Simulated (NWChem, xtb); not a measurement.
# AlH2I (SMILES [H][Al]([H])[I]): the dipole moment, rung by rung

AlH2I: 4 atoms, total charge 0, spin state singlet. As SMILES, `[H][Al]([H])[I]`. The shape comes from GFN2-xTB, which is rough for such elements, and wasn't checked as a minimum.

```xyz
4

Al    0.1134    0.1896    0.0013
H     1.6492    0.2169    0.0106
H    -0.5891    1.5553   -0.0222
I    -1.1735   -1.9618    0.0104
```

Quantity: the dipole moment, in D. The values are calculated.

```csv
level,kind,program,value (D),CPU time
GFN2-xTB,semi-empirical,xtb,3.35,under 2 s
GFN0-xTB,semi-empirical,xtb,0.77,under 2 s
GFN1-xTB,semi-empirical,xtb,1.02,under 2 s
HF/STO-3G,Hartree–Fock,NWChem,2.93,3 s
HF/3-21G,Hartree–Fock,NWChem,2.02,3.5 s
HF/def2-SVP (core potential),Hartree–Fock,NWChem,1.25,5.2 s
PBE0/def2-SVP (core potential),global hybrid,NWChem,0.94,8.9 s
PBE0/6-311G**,global hybrid,NWChem,1.09,11 s
```

All-electron rows without a relativistic Hamiltonian named are non-relativistic, while core potentials hold scalar relativity, so basis and relativity change together. The values span 0.77 to 3.35 D. Magnitudes only: a small dipole may point the other way at some levels. Sets without polarisation functions give poor dipoles. Without the sets that lack polarisation functions the rows with a basis span only 0.94 to 1.25 D. CPU times are rough (shared hosts, several kinds of processor): they show what a rung costs within a factor of a few.

The two PBE0 values and HF/def2-SVP point to a modest dipole of about 1 D, small for a molecule with such polar bonds. Aluminium is the electropositive centre, and both iodine and the hydridic hydrogens draw density from it. In a near-planar trigonal arrangement the Al–I bond moment therefore opposes the resultant of the two Al–H moments, and donation from an iodine lone pair into the empty aluminium 3p orbital can reduce the net polarity further. What remains is a difference between larger contributions, which probably explains why modest changes in the described charge distribution shift the total so much.

GFN2-xTB, at 3.35 D, is clearly out of line and implies a far more polar molecule than PBE0 does. GFN1-xTB, at 1.02 D, falls between the two PBE0 results, but a match for one molecule may be fortuitous and doesn't establish general reliability. Without a correlated wavefunction result or a measured value, the table can't settle which of the closely grouped values is most accurate.
